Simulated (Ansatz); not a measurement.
ReSb: the change of pressure and energy above given cell with volume ratio

All results are calculated (Ansatz 0.2.0). Plane-wave density functional theory, PAW datasets, Gaussian smearing 0.05 eV: equation of state, the given cell scaled in volume with shape and atoms relaxed at each volume.

The cell before it is scaled or strained (space group F-43m, No. 216):
```
CELL_PARAMETERS angstrom
0.00000 2.97530 2.97530
2.97530 0.00000 2.97530
2.97530 2.97530 0.00000
ATOMIC_POSITIONS crystal
Re 0.00000 0.00000 0.00000
Sb 0.25000 0.25000 0.25000
```

Settings of every row: paw set soft_2; functional PBEsol; spin treatment none; moment partition spheres; spin axis none; wave cutoff 420 eV; k mesh 10x10x10; symmetry use detected.

Atom hubbard u: 0 on all atoms.

Limits: no spin-orbit coupling, which can matter with elements this heavy; the cell comes from a prototype or a list of computed structures and needn't be the stable phase.

```
row  volume ratio  V (Å³/atom)  pressure (GPa)  energy above given cell (meV per atom)
  1          0.96       25.285           4.895                                   15.44
  2          0.98       25.812               ?                                       ?
  3             1       26.339           0.001                                       0
  4          1.02       26.866          -2.074                                     3.5
  5          1.04       27.392          -3.932                                   13.47
```

Question: what pressure and energy above given cell should row 2 give?

Worked fit of pressure. Take u = (V_r/V)^(2/3) − 1 with V_r = 26.602 Å³ an atom, which is twice the finite (Eulerian) strain; such expansions in the strain, on which the Birch-Murnaghan equation of state is built, carry the rest volume and the bulk modulus. The shown rows have u = 0.03443, 0.00665, -0.00656, -0.01932. Least squares give pressure = −1.0638 + 157.278 × u + 458.54 × u² GPa; a straight line predicts inner rows, each left out in turn, worse (root mean square 0.2 against 0.0038 GPa). The rows lie off it by 0.000, -0.001, 0.002, -0.001. The pressure vanishes at u = 0.0066, or V = 26.34 Å³ an atom, and there the bulk modulus with shape and atoms relaxed is B = −V dP/dV = (2/3)(1 + u) dP/du = 110 GPa. The withheld row has u = 0.0203, so the fit gives −1.0638 + 157.278 × (0.0203) + 458.54 × (0.0203)² = 2.318 GPa.

The calculation gave 2.315 GPa. The fit lies 0.003 GPa (0.034 % of the column's range) above it; its largest miss of a shown row is 0.002 GPa.

Worked fit of energy above given cell. Take u = (V_r/V)^(2/3) − 1 with V_r = 26.602 Å³ an atom, which is twice the finite (Eulerian) strain; such expansions in the strain, on which the Birch-Murnaghan equation of state is built, carry the rest volume and the bulk modulus. The shown rows have u = 0.03443, 0.00665, -0.00656, -0.01932. Least squares give energy above given cell = 0.889 − 265.37 × u + 19981.7 × u² meV per atom; a straight line predicts inner rows, each left out in turn, worse (root mean square 8.8 against 0.021 meV per atom). The rows lie off it by 0.00, -0.01, 0.01, 0.00. Its lowest point lies at u = 0.0066, or V = 26.34 Å³ an atom, and the curvature there gives the bulk modulus with shape and atoms relaxed, B = (4/9)(1 + u)² E″(u)/V = 109 GPa. The withheld row has u = 0.0203, so the fit gives 0.889 − 265.37 × (0.0203) + 19981.7 × (0.0203)² = 3.74 meV per atom.

The calculation gave 3.7 meV per atom. The fit lies 0.04 meV per atom (1.1 % of the value, 0.26 % of the column's range) above it; its largest miss of a shown row is 0.01 meV per atom.
